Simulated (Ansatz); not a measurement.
## A ladder of methods for PH3S (SMILES [PH3]=S)

The species is PH3S (5 atoms), meant as a singlet with charge 0. SMILES: `[PH3]=S`. Geometry: relaxed at GFN2-xTB.

| atom | x (Å) | y (Å) | z (Å) |
| --- | --- | --- | --- |
| P | 0.0079 | -0.0066 | 0.0077 |
| S | 1.2617 | -0.9411 | 1.1113 |
| H | -1.1668 | 0.4619 | 0.5945 |
| H | -0.5325 | -0.6766 | -1.0892 |
| H | 0.4297 | 1.1624 | -0.6243 |

Quantity: the energy change with the P1–H3 bond stretched from 1.394 to 2.091 Å, in eV. The values are calculated.

```csv
level,kind,program,value (eV),less FCI/STO-3G
PBE/STO-3G (restricted),GGA,Ansatz,1.67,+0.01
r2SCAN/STO-3G (restricted),meta-GGA,Ansatz,1.87,+0.21
B3LYP/STO-3G (restricted),global hybrid,Ansatz,1.96,+0.30
CAM-B3LYP/STO-3G (restricted),range-separated hybrid,Ansatz,2.31,+0.65
HSE06/STO-3G (restricted),range-separated hybrid,Ansatz,2.12,+0.46
B2PLYP/STO-3G (restricted),double hybrid,Ansatz,2.11,+0.45
RPA@PBE/STO-3G (restricted),RPA,Ansatz,1.56,-0.10
MP2/STO-3G (restricted),perturbation theory,Ansatz,2.35,+0.69
CCSD/STO-3G (restricted),coupled cluster or CI,Ansatz,1.84,+0.18
FCI/STO-3G,exact in the basis,Ansatz,1.66,0.00
```

FCI/STO-3G is exact within its basis and frozen core, so for wave-function methods in that basis the difference is their error; functionals converge differently with the basis, so for them it is only a difference. The first shape isn't each level's own minimum. The values span 1.56 to 2.35 eV. All rows use very small basis sets, so even the best lies far from the true value.

Stretching the P–H bond brings its σ and σ* orbitals closer together, so the doubly excited σ*² configuration gains weight in the singlet. A single closed-shell determinant keeps too much ionic character at the longer distance, and the energy rises too steeply. MP2 recovers too little of the growing correlation and overshoots by 0.69 eV. CCSD treats the pair correlation to infinite order and cuts the error to 0.18 eV; the remainder reflects missing connected higher excitations.

Among the functionals, the cost generally rises with exact exchange, from PBE through B3LYP and HSE06 to CAM-B3LYP. This fits the loss of the static correlation that semilocal exchange partly mimics. B2PLYP breaks the order, lying below CAM-B3LYP despite its large exact-exchange share, probably because its perturbative term lowers the stretched structure more. PBE's closeness to FCI therefore suggests compensation rather than a proper description of the stretched pair. The energies describe a partly stretched bond and don't establish how the methods would rank at full dissociation.
